A pressure of 160 GPa equals 1 eV/Å³, so each GPa acting on an atom's share of 17 Å³ adds about 0.1 eV to its enthalpy. A solid with a bulk modulus of 100 GPa at first loses about 1 % of its volume per GPa. These two yardsticks make it easier to read what pressure does to ScSi₂, a crystal in which flat honeycomb sheets of silicon alternate with sheets of scandium. The edge a lies in the sheets and c runs across them; all changes are relative to zero pressure.

ScSi2 (AlB2 type, P6/mmm, 3 atoms per cell), relaxed at each pressure at zero temperature with its symmetry kept. Ansatz 0.2.0, PBE, plane-wave PAW, scalar-relativistic, no spin polarisation; cutoff 420 eV, Gaussian smearing 0.1 eV, k mesh 12×12×12 at zero pressure. Changes are relative to the zero-pressure cell (a = 4.036 Å, c = 3.609 Å, 16.97 Å³ per atom).

```csv
pressure (GPa),volume change (%),enthalpy change (eV/atom),a change (%),c change (%)
-3,3.74,-0.323,0.92,1.86
0,0.00,0.000,0.00,0.00
3,-3.07,0.313,-0.76,-1.59
8,-7.32,0.815,-1.81,-3.87
15,-11.99,1.485,-2.98,-6.49
30,-19.71,2.818,-4.76,-11.48
60,-30.92,5.115,-1.34,-29.03
```

**(a) Why does a tension of 3 GPa change the volume more than a compression of 3 GPa?**

*Solution.* The crystal swells by 3.74 % under tension but shrinks by only 3.07 % under compression, because it stiffens as it gets denser. Pushed together, atoms meet a steeply rising repulsion; pulled apart, they are held by a weakening attraction. This asymmetry is common to ordinary solids. It also explains why the first few GPa of compression remove more volume per GPa than later ones.

**(b) Which edge yields more between −3 and 30 GPa, and why?**

*Solution.* The c edge yields at least twice as much as a in percentage terms. At 30 GPa it has shortened by 11.48 %, against 4.76 % for a. In a cubic metal the edges would shrink equally; in graphite, whose sheets are held together only weakly, the contrast would be far greater.

Bonding suggests the reason. Shortening a directly compresses the short covalent Si–Si bonds of the honeycomb. Shortening c compresses mainly the Sc–Si contacts, which are longer and run at a slant, so that each takes up only part of the strain. A neighbouring layered compound should follow the same rule: the direction without short, strong bonds gives way first.

**(c) Why does the enthalpy rise almost in a straight line?**

*Solution.* At zero temperature the slope of enthalpy H against pressure P is the volume V, and V changes slowly. For a modest step, the rise is therefore close to the mean volume times the pressure step.

Take the step from 15 to 30 GPa. The volumes per atom are 16.97 × (1 − 0.1199) = 14.94 Å³ and 16.97 × (1 − 0.1971) = 13.63 Å³, with a mean of 14.28 Å³. Hence

ΔH ≈ 14.28 × 15 / 160.2 = 1.337 eV/atom.

The table gives 2.818 − 1.485 = 1.333 eV/atom. A rising enthalpy is thus mostly the cost of keeping a volume under pressure. It is no sign that the crystal is becoming unstable.

**(d) How many digits of the bulk modulus can be trusted?**

*Solution.* Within this calculation one digit is firm and the second is roughly known: the bulk modulus is about 90 GPa, and it rises by about 4 GPa per GPa of pressure. A Birch–Murnaghan equation of state, a standard smooth relation between pressure and volume, was fitted first to the rows up to 15 GPa and then to those up to 30 GPa. The two fits give 89 and 92 GPa, as the output after this text shows.

The shift has a physical side. The first fit, which did not use the 30 GPa row, would require 31.5 GPa to reach that row's volume. The crystal has become slightly softer than its earlier behaviour implied, just where c begins to shrink about three times as fast as a. For a real sample there are further cautions: PBE itself can miss a bulk modulus by several per cent or more, and silicides of this type often lack some silicon, whereas this cell is perfect.

**(e) What has happened at 60 GPa?**

*Solution.* The crystal has changed its shape, not merely shrunk further. Although the pressure has doubled, a is longer than at 30 GPa, while c has collapsed to 29.03 % below its starting length. The symmetry and the atomic sites can stay the same throughout, so the name of the space group gives no warning.

The distances show what the collapse achieves. Each silicon atom has silicon neighbours directly above and below it, one c edge away, and this distance falls from 3.19 to 2.56 Å. New bonds between the sheets would explain the short c. They could also explain why the honeycomb is wider than at 30 GPa, since electrons drawn into them would weaken the bonds within a sheet. But widening also relieves the Sc–Si contacts, which a shorter c squeezes. New Si–Si bonding is therefore a plausible reading, not a demonstrated one: the scandium atoms approach each other along c by the same amount and may contribute as much.

**(f) The volume column looks smooth. Does the enthalpy betray the change?**

*Solution.* It does, if the estimate of part (c) is repeated from 30 to 60 GPa. The volume at 60 GPa is 16.97 × (1 − 0.3092) = 11.72 Å³, so the mean is 12.68 Å³ and the expected rise is 12.68 × 30 / 160.2 = 2.37 eV/atom. The table gives only 5.115 − 2.818 = 2.297 eV/atom, about 0.08 eV less.

Some shortfall is normal, because the volume curve sags below a straight line. This error grows as the cube of the step, so the 0.004 eV found in part (c) would become about 0.03 eV for a step twice as long, if the curve sagged as strongly as before. The rest means that the crystal has left its earlier curve, though not whether it did so by a jump or by a rapid, continuous change. Extending the second fit to 60 GPa agrees: it puts the uncollapsed crystal roughly 0.1 eV/atom above the calculated one.

**(g) Does the change therefore occur between 30 and 60 GPa?**

*Solution.* The calculated cells change shape in that interval. But if the two shapes are separate forms, with a jump between them, the collapsed one may become the more stable earlier. To test this, hold the 60 GPa cell rigid and lower the pressure to 30 GPa. Its enthalpy becomes 5.115 − 30 × 11.72 / 160.2 = 2.92 eV/atom, which is 0.10 eV above the 30 GPa row.

A real cell would expand as the pressure fell and so lower its enthalpy further. If its mean bulk modulus over this range were clearly below 340 GPa, the collapsed form would already win at 30 GPa. The uncollapsed form, extrapolated over the same range, has about 230 GPa, so an early crossing is quite possible.

More pressures between 30 and 60 GPa would help to show whether the edges jump or change continuously. If they jump, both forms must be followed, one upwards and the other downwards, and their enthalpies compared to find the crossing. The silicon sheets should also be allowed to buckle, which the imposed symmetry forbids here. Until then, 60 GPa marks a pressure at which the collapsed cell was found, not the transition pressure.

Numerical output:

```
Distances in A, then means over the step from the row before:
  row  SiSi_plane  c_contact   ScSi  c_over_a  c_to_a_strain  B_GPa  V_from_H  V_mean_ends
   -3       2.352      3.676  2.985    0.9025            n/a    n/a       n/a          n/a
    0        2.33      3.609  2.947    0.8942          2.012   81.7     17.25        17.29
    3       2.312      3.552  2.916    0.8867          2.101  96.21     16.72        16.71
    8       2.288      3.469  2.871    0.8754          2.204  111.5     16.09        16.09
   15       2.261      3.375  2.821    0.8619          2.305  135.4     15.34        15.34
   30       2.219      3.195  2.734    0.8311          2.962  163.4     14.24        14.28
   60       2.299      2.561  2.632    0.6432         -6.263  199.5     12.27        12.68
fit of p on 5 rows (p < 20): coefficient of f 89.19 +/- 0.37, coefficient of f*y 20.22 +/- 4.7; rms 0.0178, worst -3 -0.0263, leave-one-out rms 0.0521
  rows outside the fit (model, value, miss): 30 31.48, 30, 1.48; 60 73.7, 60, 13.7
fit of p on 6 rows (p < 50): coefficient of f 92.38 +/- 1.2, coefficient of f*y -26.92 +/- 8.5; rms 0.101, worst -3 -0.174, leave-one-out rms 0.625
  rows outside the fit (model, value, miss): 60 65.94, 60, 5.94
Bulk modulus at zero pressure, fit up to 15 GPa (GPa): 89.19
Its pressure derivative, fit up to 15 GPa: 4.302
Bulk modulus at zero pressure, fit up to 30 GPa (GPa): 92.38
Its pressure derivative, fit up to 30 GPa: 3.611
Bulk modulus from the two rows around zero, reached pressures (GPa): 88.99
Share of c in the logarithmic volume change at 30 GPa (%): 55.55
Change of the Sc-Si distance from 0 to 30 GPa (%): -7.222
Internal energy part of the enthalpy at 30 GPa (eV/atom): 0.266
Internal energy part of the enthalpy at 60 GPa (eV/atom): 0.7237
Volume change of the extrapolated open branch at 60 GPa (%): -29.46
Enthalpy of the 60 GPa row below the extrapolated open branch (eV/atom): 0.08625
Collapsed cell held rigid, enthalpy above the 30 GPa row at 30 GPa (eV/atom): 0.1013
Mean bulk modulus of the collapsed branch below which it is already lower at 30 GPa (GPa): 339.8
Mean bulk modulus of the extrapolated open branch from 30 to 60 GPa (GPa): 231.8
```
